Before shell populations are used to decide whether squeezing MoSe moves charge between molybdenum and selenium, someone has to decide how small a shift can be trusted. Part of the answer lies in the electrons that the populations fail to assign to any shell. If that unassigned amount changes with volume, a population can change without any electron having moved from one element to the other. In this cubic rocksalt crystal it does change, and in a direction that looks wrong at first sight.

Ansatz 0.2.0: rocksalt MoSe at fixed geometries, scalar-relativistic PBE with collinear spin, PAW, plane waves up to 420 eV, a 14×14×14 k mesh and Gaussian smearing of 0.1 eV. The last column counts the electrons per two-atom cell, out of 30, that Löwdin populations do not assign to the shells Mo 4s, 4p, 4d, 5s and Se 3d, 4s, 4p.

| volume (Å³/atom) | shortest distance (Å) | electrons outside these shells (e) |
| --- | --- | --- |
| 14.226 | 2.423 | 0.140 |
| 15.293 | 2.482 | 0.130 |
| 16.360 | 2.539 | 0.120 |
| 17.072 | 2.575 | 0.120 |
| 17.783 | 2.610 | 0.110 |
| 18.494 | 2.645 | 0.100 |
| 19.561 | 2.694 | 0.090 |
| 20.984 | 2.758 | 0.090 |

The volume per atom grows by 47.5 % from the tightest cell to the widest, and the atoms move apart accordingly. The column "electrons outside these shells" falls meanwhile from 0.14 to 0.09 electrons per two-atom cell. If it counted electrons in the empty space between the atoms, a roomier crystal should hold more of them. The fall is a hint that the heading must be read in another way.

The word "outside" refers here to a set of functions and not to a region of space. The calculation first finds the electron states with plane waves, which can take any shape that the crystal demands. These states are then compared with a short list of atomic orbitals, whose shapes are fixed and belong to free atoms. Whatever no combination of the listed orbitals can reproduce ends up in the column, even if it sits close to a nucleus.

This reading makes the direction of the trend natural. Pull the atoms far apart, and each becomes nearly the free atom for which the orbitals were made, so little is left over. Push them together, and every atom feels its neighbours more strongly. Its outer electrons take on shapes that a free atom never needed, and the fixed orbitals follow them less well.

In MoSe each selenium atom has six molybdenum neighbours, and each molybdenum atom six of selenium. Their fields and their electrons deform the outer shells in two ways. One is the spread of a neighbour's electrons onto an atom, which can call for functions of another angular momentum than the atom's outer occupied shells have. The neighbours' field alone would not bring these in, because each atom sits at a centre of inversion, where such a field can't mix p functions with s or d. The list lacks the two obvious candidates, molybdenum 5p and selenium 4d; the p functions that it holds for molybdenum and the d functions for selenium belong to compact inner shells. The other is a change of radial shape: an orbital in a tight cell can be more compact than its free-atom counterpart, or have a different tail. The column gives only the sum of the two effects.

The first effect is simple enough for an estimate. Take an electron in a selenium 4p orbital and let it mix slightly with the missing 5p function on a neighbouring molybdenum atom. When the mixing is weak, its amplitude is the coupling $t$ between the two orbitals divided by their energy gap $\Delta$. The charge carried by the 5p function is the square of that amplitude, $(t/\Delta)^2$. The listed orbitals overlap with this function and can reproduce part of it, so the list misses only the rest, a share that the estimate takes as constant. Weak mixing is an assumption too. The small missed charge, about a tenth of an electron among 30, agrees with it but doesn't prove it.

As a rough rule, the coupling between two p orbitals on neighbouring atoms falls as the inverse square of their separation. Let $d$ be the shortest distance between molybdenum and selenium, and keep the gap fixed. With $t \propto 1/d^2$, the missed charge $q$ then follows

$$q = A\left(\frac{d_0}{d}\right)^4,$$

where $d_0 = 2.423$ Å is the distance in the tightest cell and $A$ the missed charge there. Shortening the contact by one per cent should thus raise the missed charge by about four per cent.

The constant $A$ comes from a least-squares fit to the four tightest cells and is 0.144 electrons. The widest cell, which had no part in that fit, makes a demanding test because it lies farthest away. Its shortest distance is 2.758 Å, so the ratio $d_0/d$ is 0.879 and its fourth power 0.596. Multiplied by 0.144, this gives 0.086 electrons. The table has 0.09, which agrees within its rounding.

The other three cells outside the fit agree equally well. Within the fit one row does not: at 17.072 Å³ per atom the formula gives 0.113 electrons, whereas a printed 0.12 means at least 0.115. The mismatch is small but points to a real limit of the model. Between the first and the fourth cell, rounding allows a power of $1/d$ from about 1.3 to 3.8, so the fourth power is slightly too steep there. A gap that widens under compression would soften the rise in this way. So would a growing overlap, which lets the listed orbitals reproduce more of the 5p function. Neither was determined.

The comparison does rule out a much steeper law. By a similar rough rule, a coupling between p and d orbitals falls as $1/d^{3.5}$, and its square as $1/d^7$. Scaled to the same four cells, that law leaves only 0.063 electrons in the widest cell, well below the 0.09 of the table. This does not prove that molybdenum 5p is the missing ingredient. Changed radial shapes could produce a similar slope. The fourth power is best taken as a plausible steepness, since the amount itself was fitted and not predicted.

Two places in the column look irregular because neighbouring cells share a value, first 0.12 and later 0.09. The column is given in steps of 0.01, and a fall smaller than one step can vanish between two rows. Between the cells at 16.360 and 17.072 Å³ per atom the formula expects a fall of less than one step, from 0.120 to 0.113 electrons. Its own values would still be printed as 0.12 and 0.11, but the slightly gentler slope found above can let both appear as 0.12. The equal values are therefore no sign that the trend pauses.

A more serious irregularity is invisible in the column. The four tighter cells are non-magnetic, although they were started with magnetic moments and were free to keep them. The four wider cells are ferromagnetic, with a moment that grows from 1.8 to 2.9 Bohr magnetons per cell and sits mostly on molybdenum. The series thus joins two electronic states, and whether each is the lowest at its volume was not tested.

The change of state could have been the hidden reason for the trend, but the rows speak against that. The missed charge already falls by 0.02 electrons among the non-magnetic cells, where no moment can be the cause. It falls by another 0.02 among the magnetic ones, though there the moment grows along with the volume and may have a share. The onset of magnetism is thus not needed to explain the direction.

Two cells, one from each state, allow a closer look, because their full shell populations are available. Adding these up and subtracting from 30 gives 0.132 missed electrons at 15.293 Å³ per atom and 0.093 at 19.561. Scaling the first value with the fourth power of the distance predicts 0.095 for the second. The remaining difference is only a few thousandths, but it fits a pattern. Among the non-magnetic cells the missed charge falls more slowly than the fourth power, while from the last of them to the cell at 19.561 it falls faster. Magnetism may thus add a little to the fall, though so rough a power law can't prove it.

The same two cells bring the argument back to the question of charge transfer. From the tighter to the wider one, the molybdenum 4d population drops by 0.38 electrons and the selenium 4p population rises by 0.24. Summed over all listed shells, molybdenum loses 0.30 electrons and selenium gains 0.34. The difference of 0.04 is the fall in the missed charge. Even the whole missed charge, 0.132 electrons in the tighter cell, would be too small to account for either total. Expansion alone can't be credited with them, however, since the cells also differ in their magnetic state. Nor are such populations unique, because the charge where two orbitals overlap has to be divided by a convention.

For practical work this sets a scale. Across the whole series the unassigned charge changes by about 0.05 electrons, so a population shift of a few hundredths between a tight and a wide cell should not be read as charge transfer. A shift of several tenths is safe from this particular error, though it still has to be compared within one magnetic state. The total number of electrons is the same in every cell, and none has been lost.

The trend in a neighbouring series depends on what is held fixed. If electrons were counted outside spheres of constant radius around the atoms, expansion would normally raise the number, because the space between the spheres grows. If the list of orbitals were extended by molybdenum 5p and selenium 4d, the missed charge could only shrink or stay the same for the same occupied states. If most of its dependence on volume then vanished, the missing functions would be the likely cause; if most survived, the fixed radial shapes would be the first suspect. The split would not be perfectly clean, because a function added on one atom can also mend the radial shape of its neighbour's orbitals. That calculation is the test that the present argument still lacks.
